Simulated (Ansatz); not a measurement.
**Which isomer of CH4AlF3O gives these data?**

These gas-phase data were calculated for one isomer of CH4AlF3O at PBE0-D4/def2-SVP (harmonic, unscaled wavenumbers; equilibrium rotational constants with average atomic masses):

* rotational constants: 4.947, 1.478, 1.254 GHz
* all wavenumbers above 1500 cm⁻¹: 3802, 3204, 3103, 2013, 1517

Candidates:

(1) `C[OH+][Al-]([F])([F])[F]`, a singlet
(2) `FC[OH+][AlH-]([F])[F]`, a singlet

Question: Which structure fits?

Answer: Candidate (2). The band at 2013 cm⁻¹ lies where the Al–H stretch is expected; (1) has no mode between 1700 and 2050 cm⁻¹.

The same quantities for all candidates:

```
     rotational constants (GHz)   wavenumbers above 1500 cm⁻¹  E above the lowest, PBE0-D4/def2-SVP (kcal/mol)
(1)         3.253, 2.048, 1.952        3829, 3226, 3199, 3086                                              0.0
(2)         4.947, 1.478, 1.254  3802, 3204, 3103, 2013, 1517                                             54.3
```

Harmonic stretches to hydrogen usually lie a few per cent above observed fundamentals. Each candidate is one conformer. Programs: Ansatz 0.2.0.

The rotational constants support the assignment independently of the Al–H band. Moving one fluorine from aluminium to carbon leaves less mass off the long axis and more at its far end, so the largest constant rises to 4.947 GHz while the other two fall. The C–H region agrees, with two stretches for the CH2 group of (2) against three for the methyl group of (1). The O–H stretch, by contrast, is a poor discriminator, since both isomers have a hydroxyl group bound to aluminium through oxygen.

The structure that fits is nevertheless the less stable one, by 54.3 kcal/mol. The isomers differ in effect by an exchange of H and F between carbon and aluminium, and the strongly polar Al–F bond gains far more over Al–H than C–F gains over C–H. Stronger donation from methanol to the more acidic AlF3 probably adds to the gap. This energy difference doesn't reveal the barrier to rearrangement, and so doesn't rule out (2) as a metastable species.
